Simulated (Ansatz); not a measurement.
Ag: a film clamped to a substrate

These are results of DFT PBEsol, scalar-relativistic, plane waves, PAW in Ansatz 0.2.0, not measurements. Settings: plane waves to 420 eV, k-mesh 18×18×6 (Γ-centred), Gaussian smearing 0.15 eV. No spin polarisation. Energies are free energies at this smearing, counted from the undisturbed cell; pressure is positive in compression.

The undisturbed cell (relaxed at this level; with this scan's settings it stands at 0.1 GPa; this form isn't the usual structure):

```
Ag
1.0
     2.87095    0.00000    0.00000
    -1.43548    2.48632    0.00000
     0.00000    0.00000    9.33806
Ag
4
Direct
  0.33333 0.66667 0.25000
  0.66667 0.33333 0.75000
  0.00000 0.00000 0.00000
  0.00000 0.00000 0.50000
```

The cell (4 atoms, V0 = 66.66 Å³) is strained by p along both x and y and by q along z, fractional coordinates fixed. τp = (1/V0) ∂E/∂p = (σxx + σyy)(1 + p)(1 + q) and τq = (1/V0) ∂E/∂q = σzz(1 + p)², with tension positive.

| p | q | ΔE (meV/atom) | τp (GPa) | τq (GPa) |
| --- | --- | --- | --- | --- |
| 0.000 | 0.000 | 0.00 | 0.20 | -0.41 |
| -0.015 | 0.000 | 6.48 | -8.80 | -2.97 |
| 0.015 | 0.000 | 6.26 | 7.58 | 1.96 |
| 0.000 | -0.015 | 3.05 | -2.40 | -3.57 |
| 0.000 | 0.015 | 1.55 | 2.53 | 2.34 |

Q: Get the second derivatives of the energy density.

A: Central differences give A = ∂τp/∂p = 546 GPa (C11 + C22 + 2 C12), C = ∂τq/∂q = 197 GPa (C33) and the cross term B = ∂τq/∂p = 164 GPa (C13 + C23); ∂τp/∂q = 164 GPa must equal B, and any difference shows higher-order terms. The ions are clamped.

Q: A film of this crystal grows with z along the normal on a substrate that imposes p. How does its thickness respond, and what does the misfit cost?

A: Count p and q from the stress-free cell. A free surface needs τq = 0, so q = −(B/C) p = -0.83 p. The energy density left is (A − B²/C) p²/2 = M p², with the biaxial modulus M = 204 GPa; a misfit of 1 % costs 2.13 meV/atom, against 2.84 meV/atom if the thickness were held.

At p = 0.030 the energies along q are 18.6 (q = -0.030), 18.6 (q = -0.015), 23.0 (q = 0.000), 31.2 (q = 0.015), 42.8 (q = 0.030) meV/atom.

Q: Does the linear rule hold at this misfit?

A: A parabola through the lowest point and its neighbours has its minimum at q = -0.022, 18.0 meV/atom. With the stress left in the starting cell, τp0 and τq0, linear elasticity gives q = −(τq0 + Bp)/C = -0.023 and E = V0(τp0 p + τq0 q + Ap²/2 + Bpq + Cq²/2)/N = 20.8 meV/atom. The energies differ by more than a tenth, so the quadratic law fails here: the gap holds the anharmonic part, with some error from the wide steps. Cubic terms also shift the vertex of so wide a parabola.

In a metal these slopes depend on the k mesh and the smearing.

Stretched in the plane, the film thins, but by too little to conserve volume, so thinning recovers only part of the elastic energy. This is typical of a noble metal: the s-electron gas and the overlap of filled d shells resist a change of volume more strongly than weakly directional bonding resists a change of shape.

At p = 0.030 the linear rule still places the thickness well but overestimates the energy. Repulsion between ion cores rises steeply on compression, while stretched bonds soften, as the in-plane stresses of -8.80 and 7.58 GPa also show. A film under equally large compression would therefore probably cost more than the quadratic law predicts.

Clamping the ions costs nothing here, since symmetry fixes every site in this double-hexagonal stacking and these strains preserve that symmetry. Because the layers are close-packed, the response should resemble that of a (111) film of ordinary fcc silver, though the scan doesn't show which stacking a strained film would prefer.
